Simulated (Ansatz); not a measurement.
# The HOMO–LUMO gap down a group: C to Ge

Gas-phase molecules, one atom swapped for its congeners: C3H7N (N-methylethenamine) `C=CNC`; C2H7NSi `C=CN[SiH3]`; C2H7GeN `C=C[NH][GeH3]`. All are singlets with charge 0.

Shapes, held fixed at every level: PBE0-D4/def2-TZVP. Flexible molecules stand in one conformer, not always the lowest. Programs: Ansatz 0.2.0. Values in eV.

(1) How should the HOMO–LUMO gap change along the series?

Results:

(1) At wB97M-V/def2-TZVPP the HOMO–LUMO gap falls at every step, from 10.73 to 10.21 eV. Every level shows the same order. Relativity is left out for Ge. Orbital gaps aren't excitation energies, and the LUMO depends on the basis.

```json
{"level": "SPW92/def2-TZVPP", "C3H7N": "4.52", "C2H7NSi": "4.45", "C2H7GeN": "4.29"}
{"level": "PBE-D4/def2-TZVPP", "C3H7N": "4.60", "C2H7NSi": "4.52", "C2H7GeN": "4.37"}
{"level": "B3LYP-D4/def2-TZVPP", "C3H7N": "6.25", "C2H7NSi": "6.03", "C2H7GeN": "5.86"}
{"level": "BHLYP-D4/def2-TZVPP", "C3H7N": "8.70", "C2H7NSi": "8.26", "C2H7GeN": "8.11"}
{"level": "wB97X-V/def2-TZVPP", "C3H7N": "11.14", "C2H7NSi": "10.72", "C2H7GeN": "10.58"}
{"level": "wB97M-V/def2-TZVPP", "C3H7N": "10.73", "C2H7NSi": "10.28", "C2H7GeN": "10.21"}
```

The gap narrows from carbon through silicon to germanium at every level, but where most of the narrowing occurs depends on the functional. SPW92 and PBE put the larger drop between silicon and germanium, whereas all the hybrids put it between carbon and silicon, probably because nonlocal exchange shifts frontier orbitals of different character by different amounts. The ordering is therefore better supported than the size of either step.

In an enamine the HOMO is the nitrogen lone pair mixed out of phase with the C=C π orbital. Replacing methyl with silyl or germyl introduces lower-lying σ* orbitals on the heavier atom, which can mix into the vacant levels and stabilise the LUMO. The same acceptor orbitals can also draw on the nitrogen lone pair and lower the HOMO, partly offsetting the effect, while the more electropositive substituent pushes the HOMO up. The narrowing suggests that LUMO stabilisation prevails, but gaps alone can't show which frontier orbital moves more.
